Why a fast electron loses energy in silicon at 18 eV and not where the crystal absorbs

Naively, a fast electron crossing silicon should lose energy where the crystal absorbs most strongly, at the transitions from valence to conduction bands. In this calculation that absorption peaks at 5.73 eV. The tabulated loss, sampled about every 2 eV, shows no maximum there: it rises from row 1 to row 10 and falls from row 10 to row 30. The run places its maximum at 18.09 eV, between rows 9 and 10.

Yambo 5.3.0, RPA loss function on Quantum ESPRESSO PBE states for diamond-structure silicon at 0.92 of its volume, with q = (0, 0, 0.21429) in units of the reciprocal lattice vectors. SG15 PBE 1.2 potentials, wave cutoff 952.4 eV, 14×14×14 k-mesh, 29 bands, screening block 3 Ry, damping 0.5 eV, no spin-orbit coupling or quasiparticle correction.

```
row  loss function  loss energy (eV)
  1          0.011              0.00
  2          0.017              2.11
  3          0.036              3.92
  4          0.076              6.03
  5          0.158              8.14
  6          0.273             10.25
  7          0.454             12.06
  8          0.984             14.17
  9          2.049             16.28
 10          3.115             18.39
 11          2.030             20.20
 12          0.817             22.31
 13          0.391             24.42
 14          0.207             26.53
 15          0.137             28.34
 16          0.096             30.45
 17          0.081             32.56
 18          0.069             34.67
 19          0.053             36.48
 20          0.044             38.59
 21          0.038             40.70
 22          0.026             42.81
 23          0.019             44.62
 24          0.014             46.73
 25          0.012             48.84
 26          0.011             50.95
 27          0.010             52.76
 28          0.009             54.87
 29          0.008             56.98
 30          0.007             59.10
```

The rows are one spectrum: loss energy E is the energy handed to the crystal, and the loss function L is the dimensionless strength of that loss. The crystal is diamond silicon squeezed to 0.92 of its volume, probed at a finite momentum transfer q of 0.44 Å⁻¹. The response is RPA on PBE states, without quasiparticle shifts or electron-hole attraction, and each transition carries a numerical damping η of 0.5 eV.

A passing charge acts on the valence electrons through a field that they themselves screen. Where the crystal is strongly polarisable the field inside is weak and little energy is transferred, however many transitions are on offer. Where the real part of the dielectric function passes through zero with little absorption, the electrons sustain a density oscillation of their own, the plasmon, and the loss is large. With ε = ε₁ + iε₂ at the given q,

L = −Im(1/ε) = ε₂/(ε₁² + ε₂²) ≤ 1/ε₂

The bound settles the first puzzle. At the absorption maximum the run gives ε₂ = 13.35, so L is at most 1/13.35 = 0.075 there, and row 4, just above in energy, reads 0.076. Strong absorption caps the loss. Row 10 obeys the same bound from the other side: its height demands ε₂ ≤ 1/3.115 = 0.32.

At 18 eV the drive is fast compared with the main interband transitions, so the eight valence electrons per cell respond almost as a free gas of density n. A density wave of finite q also compresses the gas, and the Fermi pressure stiffens it. With no adjustable constant, using the Fermi energy EF, wave number kF and velocity vF of that gas:

n = 8/37.09 Å³ = 0.216 Å⁻³, Ep = ħ√(ne²/ε₀m) = 17.24 eV
ħvF = 2EF/kF = 2 × 13.11/1.855 = 14.13 eV Å, ħvF·q = 14.13 × 0.441 = 6.23 eV
ħ²q²/2m = EF(q/kF)² = 0.74 eV
E² = Ep² + (3/5)(ħvF·q)² + (ħ²q²/2m)², E = √(17.24² + (3/5) × 6.23² + 0.74²) = 17.92 eV

This lies 0.17 eV below the computed maximum, less than the 0.30 eV step of the energy grid. Without the q terms the estimate is 0.85 eV too low, so density alone falls short, and dispersion has the size to close most of the gap. It is not the only candidate: the binding of the electrons across the gap also stiffens the oscillation, and a single oscillator fixed by Ep and the static ε of the run gives 18.63 eV, 0.54 eV too high. That ε was computed at the same q, so it already carries part of the effect of q. The comparison therefore doesn't settle how the shift divides between the two. Both push the plasmon up, while strength that lies above the plasmon, or is missing from the sum rule below, is expected to pull it down, so the closeness of the free-gas value may owe something to cancellation. Agreement finer than the grid step should not be read into it.

The same formula tells how a neighbouring case moves, since Ep goes as the inverse square root of the volume. Undoing the compression lowers Ep to 16.54 eV, a shift of 0.70 eV that comes from the formula, as only one volume was run. In the same formula, going to small q removes a similar amount, and the two shifts roughly add. The computed 18.09 eV should therefore not be compared directly with a small-angle measurement on ordinary silicon, where this estimate puts the plasmon 1 to 1.5 eV lower. At finite q, RPA without an exchange-correlation kernel is also expected to overstate the dispersion somewhat.

That the peak is collective shows in its height. A loss of 3.115 at row 10 demands |ε| ≤ 0.32, so L = ε₂/|ε|² is there at least 9.7 times ε₂ itself. The peak is made by the electrons' response to one another, not by a store of strong transitions at 18 eV. Its weight tells how much of the valence response it holds. The integral of E·L over all energies should equal (π/2)Ep² by the f-sum rule, and a trapezoid sum reaches 0.03 of this by row 7 and 0.81 by row 14. Nearly four fifths of the valence strength thus sits in one peak. The sum ends at 0.92 at row 30, and it is good to some percent only, given the wide steps, the finite number of bands, the nonlocal potential and the numerical damping, which adds weight at high energy.

The shape is close to that of a damped oscillator with centre E₀ and width Γ:

L = Ep²·E·Γ / [(E² − E₀²)² + E²Γ²]

E₀ and Γ were fitted to rows 6 to 14, where the plasmon dominates, with the strength held at Ep². The result is E₀ = 18.2 eV and Γ = 4.7 eV, with an rms error of about 7 % relative to the table on those rows. The curve is 9 % too high on rows 9 and 10 and too low on rows 8 and 11, so the computed peak is lower and broader than the fit; linear interpolation of the table gives a width of 5.7 eV at half height. Freeing the strength returns 0.97 of Ep², in line with the sum rule. The printed output below compares the curve with every row.

The width is mostly not numerical. A control model, one oscillator fixed by Ep and the static ε of the run and broadened only by η, gives a peak 1.0 to 1.5 eV wide, a third of Γ at most. The rest is argued to be decay of the plasmon into electron-hole pairs. In a free gas, pairs of momentum q exist only up to 6.97 eV, so an 18 eV plasmon has no single pair to decay into. In the crystal the lattice supplies a reciprocal-lattice vector of momentum, interband pairs exist at the plasmon energy, and they keep ε₂ finite where ε₁ vanishes. Local fields, which lower the static ε of this run from 7.75 to 6.99, are expected to widen the peak further by coupling the plasmon to pairs at q plus a reciprocal-lattice vector.

A constant Γ assumes that this decay is equally easy at every energy, and a single oscillator gathers all interband absorption into one broad line. On the low side the curve is too high on rows 2 to 4, none of them fitted, by 63 % of the table value at row 2 and 27 % at row 4. On rows 2 and 3 the sign is expected: both lie well below the absorption maximum, where a crystal with a gap has fewer pairs than one broad line assumes. Much of row 2 may moreover be numerical damping, since the time-ordered control discussed below gives 0.010 where the table has 0.017. Row 4 is different. It lies beside the absorption maximum, where pairs abound but strong absorption holds the loss near the cap of 0.075, below the 0.097 of the curve. These rows also depend on the gaps, which PBE underestimates.

Row 1 is an artefact, since a loss at zero energy must vanish. Its size fits a time-ordered form of the damping, in which the resonant and antiresonant terms add their imaginary parts at E = 0, whereas in the retarded form they cancel. For transitions at energy Δ and static ε = 6.99,

L(0) ≈ (ε − 1)η / (Δε²)

which gives 0.011 for Δ at the absorption maximum, the value in the table, and 0.009 for the control oscillator at 7.04 eV. That the run used this form is an inference from these sizes.

The same form also fits the far tail. On rows 24 to 30 the time-ordered control, which was not adjusted to any row of the table, stays within 0.001 of the table, while the retarded one gives 0.0035 at row 25 against 0.012. If the inference holds, these rows are mainly the wing of the numerical damping and hold few transitions of their own, or none. They should not be used as a loss probability for silicon.

Between the peak and that wing the decay is uneven by far more than rounding. The slope of ln L against ln E is −6.9 over rows 12 to 16, flattens to −3.2 over rows 16 to 21 and steepens to −7.2 over rows 21 to 24. The flattening is in good part the ordinary shape of a peak's flank, since the time-ordered control goes from −6.69 to −3.68 over the same rows. That control peak is much narrower than the computed one, though. The fitted curve goes only from −6.29 to −4.38, about half the change in the table, and is 16 to 20 % too high on rows 14 to 16. The later steepening is the real irregularity: there the control has a slope of −2.95 and the fitted curve −3.80. Above the plasmon ε₁ approaches 1, screening fades, and L follows ε₂ itself. What stands above the damping wing before the drop is thus argued to be electron transitions into high bands: row 21 reads 0.038 where the control gives 0.021.

That excess shrinks over rows 22 and 23 and is gone at row 24. A free-electron count, which gives an average cut and not the sharp edge of a band, puts the top of the 29 bands about 36 eV above the Fermi level and 49 eV above the bottom of the valence band. Transitions would then begin to drop out near the first energy and end near the second, which brackets the steep stretch. The guess is that the drop marks the end of the band sum and not a feature of silicon; a run with more bands would decide, and until then the rows from about 19 onward count as incomplete.

Output of the analysis:

```
cell 37.09 A^3, q 0.441 1/A, kF 1.855 1/A, EF 13.11 eV, grid step 0.30 eV
free-electron Ep 17.24 eV; unscaled volume 16.54 eV; shift 0.70 eV
with dispersion 17.92 eV (shift 0.68); single pole from static eps 18.63 eV
model - run maximum 18.09 eV: Ep -0.85, dispersed -0.17, single pole +0.54 eV
free-gas pair continuum at this q ends at 6.97 eV
local fields: static eps 7.75 -> 6.99 (-9.8 %)
highest row 10; half height at 15.31 and 21.02 eV, FWHM 5.7 eV (linear interpolation)
plasmon fit rows 6-14, S = Ep^2: E0 18.19 eV, width 4.71 eV, S/Ep^2 1.00,
   maximum 3.49 at 18.04 eV, rms error 7.4 %
plasmon fit rows 6-14, S free: E0 18.18 eV, width 4.80 eV, S/Ep^2 0.97,
   maximum 3.33 at 18.02 eV, rms error 6.9 %
damping-only oscillator at 7.04 eV (from Ep and static eps), eta 0.5 eV:
   time-ordered: height 10.6, FWHM 1.5 eV, loss at rows 1, 25, 30: 0.0087, 0.0124, 0.0076
   retarded: height 16.0, FWHM 1.0 eV, loss at rows 1, 25, 30: 0.0000, 0.0035, 0.0018
   row 1 with the transition at 5.73 eV instead: 0.0107 (table 0.011)
row, E (eV), table, plasmon fit S = Ep^2, error %, damping-only time-ordered; rounding 0.0005
 1  0.00 0.011 0.000 -100 0.009  |  16 30.45 0.096 0.113  +18 0.061
 2  2.11 0.017 0.028  +63 0.010  |  17 32.56 0.081 0.082   +1 0.046
 3  3.92 0.036 0.055  +53 0.012  |  18 34.67 0.069 0.062  -10 0.036
 4  6.03 0.076 0.097  +27 0.019  |  19 36.48 0.053 0.050   -6 0.030
 5  8.14 0.158 0.160   +1 0.031  |  20 38.59 0.044 0.039  -11 0.025
 6 10.25 0.273 0.269   -1 0.055  |  21 40.70 0.038 0.032  -16 0.021
 7 12.06 0.454 0.450   -1 0.100  |  22 42.81 0.026 0.026   +0 0.018
 8 14.17 0.984 0.930   -5 0.240  |  23 44.62 0.019 0.022  +17 0.016
 9 16.28 2.049 2.237   +9 0.890  |  24 46.73 0.014 0.019  +34 0.014
10 18.39 3.115 3.409   +9 9.463  |  25 48.84 0.012 0.016  +33 0.012
11 20.20 2.030 1.883   -7 2.124  |  26 50.95 0.011 0.014  +25 0.011
12 22.31 0.817 0.803   -2 0.490  |  27 52.76 0.010 0.012  +22 0.010
13 24.42 0.391 0.408   +4 0.216  |  28 54.87 0.009 0.011  +18 0.009
14 26.53 0.207 0.240  +16 0.124  |  29 56.98 0.008 0.009  +16 0.008
15 28.34 0.137 0.165  +20 0.086  |  30 59.10 0.007 0.008  +17 0.008
worst rows of the fit: 1 (-100 %), 2 (+63 %), 3 (+53 %), 24 (+34 %), 25 (+33 %)
slope dlnL/dlnE: table +- rounding, plasmon fit, damping-only
   rows 12-16: -6.88 +- 0.02, -6.29, -6.69
   rows 16-21: -3.19 +- 0.06, -4.38, -3.68
   rows 21-24: -7.23 +- 0.35, -3.80, -2.95
   rows 25-30: -2.83 +- 0.59, -3.50, -2.58
free-electron top of 29 bands: 49 eV above band bottom, 36 eV above EF
f-sum fraction up to rows 7, 14, 21, 30: 0.03, 0.81, 0.89, 0.92
(2/pi) int L/E from row 2: 0.843; 1 - 1/eps 0.857; ratio 0.98
```
